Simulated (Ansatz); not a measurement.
# Ligand exchange: C3H6F2 + CH6O4Sn → C3H6F2O + CH6O3Sn

Gas-phase species: C3H6F2 `CC(F)CF`, singlet; CH6O4Sn `C[O][Sn]([OH])([OH])[OH]`, singlet; C3H6F2O `CC(O)(F)CF`, singlet; CH6O3Sn `C[O][SnH]([OH])[OH]`, singlet. The partners trade H for OH: C–H and Sn–OH bonds give way to C–OH and Sn–H.

Shapes, held fixed at every level: PBE0-D4/def2-TZVP. Flexible molecules stand in one conformer, not always the lowest. Programs: Ansatz 0.2.0. The zero-point and thermal change to 298 K, harmonic and unscaled (PBE0-D4/def2-TZVP), is -7.4 kJ/mol.

| level | kind | ΔH(298 K) (kJ/mol) |
| --- | --- | --- |
| SPW92/def2-TZVPP | LDA | +16.7 |
| r2SCAN-D4/def2-TZVPP | meta-GGA | +39.6 |
| B3LYP-D4/def2-TZVPP | global hybrid | +44.2 |
| BHLYP-D4/def2-TZVPP | global hybrid | +42.5 |
| wB97M-V/def2-TZVPP | range-separated hybrid | +37.5 |
| MP2/def2-SVP | perturbation theory | +26.2 |
| CCSD(T)/def2-SVP | coupled cluster or CI | +17.8 |
| MP2/def2-TZVPP | perturbation theory | +50.7 |

MP2/def2-TZVPP gives ΔH(298 K) = +50.7 kJ/mol; the levels span +16.7 to +50.7. The median of the levels is +38.6. No measured value is set beside it here. For atoms past krypton def2 sets carry core potentials with scalar relativity. Outer-core shells of Sn are correlated, in sets that cover them unevenly. MP2/def2-TZVPP lies outside the range of the other correlated levels here, so it shouldn't be taken on trust.

The exchange is endothermic at every level, so on enthalpy the hydroxyl group prefers tin to carbon. The Sn–OH bond is strong and highly polar, joining an electropositive metal to oxygen, whereas the Sn–H bond that replaces it is weak and gains little from ionic character. Carbon gives up a strong C–H bond for a C–OH bond, which cannot make up the loss on tin. The cost is probably softened by the fluorine on the same carbon, since an oxygen lone pair can delocalise into the C–F antibonding orbital, as in the anomeric effect.

The sign is much firmer than the size. CCSD(T) at +17.8 kJ/mol lies close to the LDA value of +16.7, but this agreement is no support for either, as MP2 in the same small basis also falls below all the functionals beyond LDA, which suggests that basis incompleteness lowers both wavefunction results. A moderate endothermicity, near the hybrid values, is therefore plausible but not established. The enthalpy alone says nothing about the barrier to exchange.
